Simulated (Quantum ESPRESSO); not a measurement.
# Kohn-Sham gap of a 16-atom Al0.1Ga0.9N cell in Quantum ESPRESSO: functional, lattice and numerical settings

Al-poor AlGaN serves as barrier and cladding in nitride transistors and ultraviolet emitters, where its gap sets the band offsets to GaN and the shortest wavelength that passes. I want to see how far a calculated gap depends on the functional and on the settings of the run. The quantity is the lowest Kohn-Sham gap of one ordered 16-atom cell, AlGa7N8, which holds 100 × 1 / 8 = 12.5 % Al on the cation sites instead of the nominal 10 %. My reference is the PBE row at 40/200 Ry and 3×3×4, with a gap of 2.011 eV. No measured gap stands in the table, so I judge the levels against one another and not against experiment.

## How the numbers were made

The cell: 2x2x1 conventional cells of the GaN type (16 atoms: 8 N, 1 Al, 7 Ga); Ga/Al share their sites, the best of 600 random draws by like-pair counts in two shells; start lattice by linear mixing of the end members' cells; atoms moved at random by 0.02 Å. Each row takes its levels at the cell given in the lattice columns, relaxed at its own level unless its name says otherwise; the cell of the 24/120 Ry row still bears a large stress after its relaxation. Program: Quantum ESPRESSO 7.5; GBRV 1.5 ultrasoft pseudopotentials, PseudoDojo 0.4.1 norm-conserving pseudopotentials and fully relativistic PseudoDojo norm-conserving pseudopotentials (fr-pbe-0.4); no spin polarisation, no spin-orbit coupling unless named. The same in all rows: atoms in the cell: 16.0000; composition of the cell: AlGa7N8.

Notes on method and selection:

- A finite supercell with one arrangement stands for the random alloy; its composition is rounded to whole atoms.
- The lattice is static: no zero-point motion and no thermal expansion, which in most solids lengthen room-temperature lattice constants by a few tenths of a per cent.
- Runs that didn't converge or were made unsound on purpose aren't shown.
- Semilocal gaps usually lie under measured ones; optical edges also hold excitons, phonon shifts and band filling, which the runs lack.
- The zone folds in a supercell, so the lowest gap doesn't tell direct from indirect, and edges off the mesh are missed.
- Apart from the 24/120 Ry row, rows that restart from another level's relaxed cell stop once the stress is under the tolerance, so small changes are hidden.
- Runs that did not converge, have known faults or may not be shown are not listed, and runs on Ansatz's PAW sets soft_1 and soft_2 are kept to separate tables.

Columns:

- a (Å): lattice constant a of the mean conventional cell at which the levels were taken.
- c (Å): lattice constant c of the mean conventional cell.
- k-mesh: k-point mesh.
- gap (eV): lowest gap between filled and empty Kohn-Sham levels on the k-mesh of the supercell.

## Data

| member | a (Å) | c (Å) | k-mesh | gap (eV) |
| --- | --- | --- | --- | --- |
| PBEsol, GBRV ultrasoft potentials, cutoffs 40/200 Ry, 16 atoms, 3×3×4 | 3.1719 | 5.1611 | 3×3×4 | 2.161 |
| HSE06, PseudoDojo norm-conserving potentials, cutoffs 72/288 Ry, single point at the pbesol geometry, 16 atoms, 1×1×2 | 3.1719 | 5.1611 | 1×1×2 | 3.302 |
| LDA, GBRV ultrasoft potentials, cutoffs 40/200 Ry, 16 atoms, 3×3×4 | 3.1438 | 5.1185 | 3×3×4 | 2.392 |
| PBE, fully relativistic PseudoDojo potentials, cutoffs 84/336 Ry, single point at the pbesol geometry, spin-orbit coupling, 16 atoms, 1×1×2 | 3.1719 | 5.1611 | 1×1×2 | ? |
| PBE+D3(BJ), GBRV ultrasoft potentials, cutoffs 40/200 Ry, from the PBE cell, 16 atoms, 3×3×4 | 3.1828 | 5.1790 | 3×3×4 | 2.151 |
| PBE, GBRV ultrasoft potentials, cutoffs 40/200 Ry, 16 atoms, 3×3×4 | 3.2049 | 5.2148 | 3×3×4 | 2.011 |
| PBE, GBRV ultrasoft potentials, cutoffs 24/120 Ry, from the PBE cell, 16 atoms, 3×3×4 | 3.0348 | 4.9405 | 3×3×4 | 3.072 |
| PBE, GBRV ultrasoft potentials, cutoffs 52/260 Ry, from the PBE cell, 16 atoms, 3×3×4 | 3.2073 | 5.2186 | 3×3×4 | 1.997 |
| PBE, GBRV ultrasoft potentials, cutoffs 40/200 Ry, from the PBE cell, 16 atoms, 2×2×3 | 3.2055 | 5.2091 | 2×2×3 | 2.009 |

Cells marked ? are withheld until the estimate has been made.

## What drives the series

The largest step at a fixed cell comes with the hybrid functional. At the PBEsol geometry HSE06 gives 3.302 eV and PBEsol 2.161 eV, a difference of 1.141 eV. The two rows also differ in potentials and k-mesh, which I would expect to matter at the level of a tenth of an eV or so. The main cause is the screened exact exchange in HSE06, which lowers the filled N 2p states relative to the empty ones.

Among the seven semilocal rows the gap falls as $a$ grows, from 3.072 eV at 3.0348 Å to 1.997 eV at 3.2073 Å. PBE and PBE+D3(BJ) give the cleanest measure of this, because the dispersion term changes forces and stress but not the Kohn-Sham potential. Their gaps therefore differ through geometry alone, and the slope is (2.151 − 2.011) / (3.1828 − 3.2049) = −6.33 eV/Å, with $c/a$ almost unchanged. Shorter bonds push up the antibonding, cation-s-like conduction edge faster than the N 2p valence edge. Much of what looks like a functional effect between LDA and PBE is thus an effect of the lattice each one prefers.

The settings matter little once the basis is adequate. Going from 40/200 to 52/260 Ry changes the gap by −0.014 eV, and going from 3×3×4 to 2×2×3 changes it by −0.002 eV, although restarted relaxations can hide small changes.

The 24/120 Ry row is the exception, 1.061 eV above the reference. Its lattice has shrunk by 0.1701 Å and still carries a strongly negative pressure, which would shrink it further, so the gap mixes a poor basis with a compressed cell. It is a numerical failure, not a property of the alloy. Nor is a wider gap a reliable sign of a low cutoff: at a still lower one, where the relaxation failed, the gap came out far smaller.

## Prediction

Plain estimates from the members shown:

- PBE, fully relativistic PseudoDojo potentials, cutoffs 84/336 Ry, single point at the pbesol geometry, spin-orbit coupling, 16 atoms, 1×1×2, mean of the 8 members shown: 2.387 eV, standard deviation 0.48

The mean of the eight members, 2.387 eV, deserves little trust here, since the hybrid row and the 24/120 Ry row pull it up. The withheld member is a PBE calculation at the PBEsol cell, so I start from PBE+D3(BJ), whose levels are PBE levels at a nearby cell, and correct for the lattice with the slope found above:

$E_g = 2.151 + 6.33 \times (3.1828 - 3.1719) = 2.220$ eV.

Tried on the 52/260 Ry row, the same slope gives 2.011 − 6.33 × 0.0024 = 1.996 eV, against 1.997 eV in the table.

Spin-orbit coupling splits the valence top of a nitride by only about 0.01 to 0.02 eV, and the edge rises by a part of that, so I apply no shift for it. The 1×1×2 mesh should still catch the band edges if it is unshifted, because they lie at the zone centre, but it samples the charge density coarsely. The change from ultrasoft to norm-conserving potentials has no matching PBE pair in the table.

For the error I use the miss of the PBE line on the PBEsol row, 2.220 − 2.161 = 0.059 eV, as the size of one change of level at a fixed cell. Allowing one such change for the potentials and another, independent, for the mesh gives $\sqrt{2} \times 0.059 = 0.083$ eV.

**Committed estimate, PBE, fully relativistic PseudoDojo potentials, cutoffs 84/336 Ry, single point at the pbesol geometry, spin-orbit coupling, 16 atoms, 1×1×2: gap = 2.22 ± 0.08 eV.**

## Check

| member | a (Å) | c (Å) | k-mesh | gap (eV) |
| --- | --- | --- | --- | --- |
| PBE, fully relativistic PseudoDojo potentials, cutoffs 84/336 Ry, single point at the pbesol geometry, spin-orbit coupling, 16 atoms, 1×1×2 | 3.1719 | 5.1611 | 1×1×2 | 2.117 |

| member | estimate | gap (eV) | computed | estimate − computed | miss in error bars |
| --- | --- | --- | --- | --- | --- |
| PBE, fully relativistic PseudoDojo potentials, cutoffs 84/336 Ry, single point at the pbesol geometry, spin-orbit coupling, 16 atoms, 1×1×2 | committed | 2.220 | 2.117 | +0.103 | 1.3 |
| PBE, fully relativistic PseudoDojo potentials, cutoffs 84/336 Ry, single point at the pbesol geometry, spin-orbit coupling, 16 atoms, 1×1×2 | mean | 2.387 | 2.117 | +0.270 |  |

My estimate of 2.220 eV lies 0.103 eV above the computed 2.117 eV, which is 1.3 error bars and so outside the bar. It still did better than the mean of the members, which missed by 0.270 eV.

The computed gap even lies below the 2.151 eV of PBE+D3(BJ), although its cell is smaller. Potentials, mesh and spin-orbit coupling changed along with the cell, so this outcome does not test the lattice slope by itself. What most likely failed was carrying a gap from ultrasoft potentials and a 3×3×4 mesh over to norm-conserving potentials and 1×1×2 without a shift. My trial on the 52/260 Ry row could not have warned me, since it changed neither.

Spin-orbit coupling has the right sign but is roughly ten times too small. Band edges missed by the coarse mesh would have widened the gap, not narrowed it. That leaves the potentials and the coarsely sampled charge density as the chief suspects, and no pair of rows isolates either the change of potentials or the step down to 1×1×2. A smaller part may come from the lattice line, which was carried a little beyond its two rows and assumes atoms relaxed in PBE+D3(BJ) or PBE, not in PBEsol.

## Members off the line

Two rows stand far above the rest, for different reasons.

HSE06 lies 3.302 − 2.220 = 1.082 eV above the value that the PBE lattice line gives at its cell. The new row is a better partner for it, with the same geometry, the same mesh and the same family of potentials: 3.302 − 2.117 = 1.185 eV. Spin-orbit coupling and the somewhat different cutoffs should alter this by only a few hundredths of an eV, so nearly all of it is the effect of screened exact exchange.

The 24/120 Ry row, at 3.072 eV, is probably far out mainly because of its cell. The PBE slope gives a lattice shift of 6.33 × 0.1701 = 1.077 eV, against the 1.061 eV found. Compression therefore has the sign and size needed, though the slope is stretched to nearly eight times the interval it came from, and a direct basis error of either sign may be hidden in the agreement. The short lattice itself comes from the inadequate cutoff, so this gap says nothing about the alloy at equilibrium. My remark ahead of the estimate about a still lower cutoff rests on a run left out of the table. Nothing shown here can bear it out, and I draw no conclusion from it.

## What to take away

For the semilocal rows with sound cutoffs, between 3.1438 and 3.2073 Å, the lattice sets most of the differences in gap. An error of +0.01 Å in $a$, with $c/a$ nearly fixed, costs about 0.06 eV. The PBE line meets the ultrasoft rows in this range to within 0.059 eV; with other potentials and a coarser mesh I would now allow 0.1 eV.

The choice of functional decides in which part of the spectrum the calculated edge falls, but none of these gaps is fit to set the wavelength of an emitter. With $\lambda = 1240/E_g$ (nm, eV), PBE at the PBEsol cell puts the edge at 1240 / 2.117 = 586 nm, in the visible, and HSE06 at 1240 / 3.302 = 376 nm, in the near ultraviolet. That is the right region but not agreement with experiment: standard HSE06 usually leaves the gaps of GaN and its Al-poor alloys too small, so the real edge should lie at a shorter wavelength than 376 nm. With no measured gap in the table, I cannot say here by how much.

The largest omission is the quasiparticle correction to the semilocal gaps, roughly +1 to +2 eV, well above the 2.392 − 1.997 = 0.395 eV spanned by the semilocal rows with sound cutoffs. HSE06 supplies much of it, but not all. Lattice vibrations take off perhaps 0.1 to 0.2 eV, which already matters beside the differences between sound semilocal runs. Including them would lower the HSE06 gap too and so add to its shortfall.
